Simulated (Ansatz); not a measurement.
## Errors in the atomisation enthalpy at 298 K

6 molecules with halogens; the atomisation enthalpy at 298 K in kJ/mol, computed less measured. Shapes, held fixed at every level: PBE0-D4/def2-TZVP. Flexible molecules stand in one conformer, not always the lowest. Thermal terms are harmonic and unscaled (PBE0-D4/def2-TZVP); the spin-orbit lowering of the free atoms is taken from their spectra. Programs: Ansatz 0.2.0. Measured values: Active Thermochemical Tables, CRC Handbook of Chemistry and Physics, NIST-JANAF tables.

Levels: A = BHLYP-D4/def2-TZVPP; B = wB97M-V/def2-TZVPP; C = CCSD(T)/def2-SVP; D = CCSD/def2-TZVPP.

```
                                          molecule  from tabulated heats     A    B     C     D
                          BCl3 (boron trichloride)                  1337   -60  +22   -65   -84
                         CClF3 (SMILES FC(F)(F)Cl)                  1787  -153  +14  -109  -118
                     CHBr2F (dibromofluoromethane)                  1417  -109  -13  -126   -98
                     CHBrF2 (bromodifluoromethane)                  1630  -115   +1  -110   -94
       C2H2Br2Cl2 (1,2-dibromo-1,2-dichloroethane)                  2373  -131  +11  -173  -144
C2HBrClF3 (1-bromo-2-chloro-1,1,2-trifluoroethane)                  2768  -192  +21  -174  -168
```

Question: Which level does best on this set, which worst, and which err to one side?

Answer: 
| level | kind | mean error | mean absolute error | worst case |
| --- | --- | --- | --- | --- |
| BHLYP-D4/def2-TZVPP | global hybrid | -126.7 | 126.7 | C2HBrClF3 |
| wB97M-V/def2-TZVPP | range-separated hybrid | +9.3 | 13.7 | BCl3 |
| CCSD(T)/def2-SVP | coupled cluster or CI | -126.2 | 126.2 | C2HBrClF3 |
| CCSD/def2-TZVPP | coupled cluster or CI | -117.7 | 117.7 | C2HBrClF3 |

On this set wB97M-V/def2-TZVPP has the smallest mean absolute error and BHLYP-D4/def2-TZVPP the largest. Without C2HBrClF3 the largest would be that of CCSD(T)/def2-SVP. BHLYP-D4/def2-TZVPP is too low in 6 of 6; wB97M-V/def2-TZVPP is too high in 5 of 6; CCSD(T)/def2-SVP is too low in 6 of 6; CCSD/def2-TZVPP is too low in 6 of 6. The heats of C2H2Br2Cl2, C2HBrClF3 come from older tables and can be uncertain by 10 kJ/mol or more. The molecules' own spin-orbit binding is left out, so errors for heavy halides read too negative. Heats of the atoms come from ATcT where it has them, that of boron, 570 kJ/mol, from recent work. The levels differ in basis as well as in method. The largest two are near a tie. For BHLYP-D4/def2-TZVPP and CCSD/def2-TZVPP the error tends to grow with the atomisation enthalpy. Correlated wave functions converge slowly with the basis. CCSD also lacks the triples, which bind further. Relativity is left out for Br. Outer-core shells of Br are correlated, in sets that cover them unevenly. The set is small.

Atomisation separates every bonding pair, so correlation energy present in the molecule but lost in the free atoms counts directly towards the binding. The strong underbinding by both coupled-cluster levels reflects an incomplete account of this energy. Triples normally add binding, yet CCSD(T) falls further below experiment than CCSD in all four bromine-containing molecules; there the smaller basis evidently costs more than the triples recover. BCl3 and CClF3 show the reverse order.

BHLYP underbinds for a different reason: its large share of exact exchange removes much of the left-right correlation that semilocal exchange mimics, and its correlation functional does not replace it. Molecular size alone does not set the error, since CClF3 is worse than the larger C2H2Br2Cl2. This suggests an added penalty for C–F bonds, whose compact, lone-pair-rich fluorine atoms make correlation important. wB97M-V probably gains from a parametrisation that balances exchange and correlation for thermochemistry. Its lead here does not make it more accurate than coupled cluster near the basis-set limit.
